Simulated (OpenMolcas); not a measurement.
## Predicting a hybrid from its neighbours: Si2NH7

The species is Si2NH7 (10 atoms), meant as a singlet with charge 0. As SMILES, `[SiH3]N[SiH3]`. The shape is that of a PBE0-D4/def2-TZVP optimisation.

The dipole moment y, in D, basis 6-31G(d); a is the functional's share of exact exchange. Programs: OpenMolcas 26.06.

```
functional     program     a  y (D)
    r2SCAN  OpenMolcas     0   0.96
    revPBE  OpenMolcas     0   0.94
     B3LYP  OpenMolcas   0.2      ?
      PBE0  OpenMolcas  0.25   0.93
     BHLYP  OpenMolcas   0.5   0.92
```

Problem. Fit y = c + s·a to the known rows and predict B3LYP.

Solution. 
1. Means of the 4 rows: a = 0.1875, y = 0.938.
2. Σ(Δa)² = 0.17188, Σ(Δa·Δy) = -0.010625, so the slope is -0.010625/0.17188 = -0.061816.
3. Intercept: 0.938 − (-0.061816) × 0.1875 = 0.950. The largest residual of the fit is 0.010.
4. B3LYP: 0.950 + (-0.061816) × 0.2 = 0.94 D.

The run gave 0.93 D, so the prediction is off by +0.01 D, within the scatter of the fit.

The dipole moment of disilylamine barely responds to the functional. The two functionals without exact exchange, r2SCAN and revPBE, differ by as much as revPBE and BHLYP, so the fitted slope cannot be assigned to exact exchange alone. Nor does the B3LYP result test it: that functional lies close to the mean a of the fit, and the mean dipole of the known rows would have predicted it equally well.

The insensitivity is plausible for a closed-shell molecule with strongly polar but localised σ bonds, whose density is already well described by semilocal functionals. With the geometry held fixed, only the electronic redistribution can alter the moment. Exact exchange often sharpens bond polarity, but here the N–H and Si–N bond moments partly oppose each other around nitrogen, and the hydridic Si–H bonds also contribute. A slight fall in the total therefore need not mean less polar bonds. Agreement among the functionals does not establish the absolute dipole, since they share a small basis without diffuse functions.
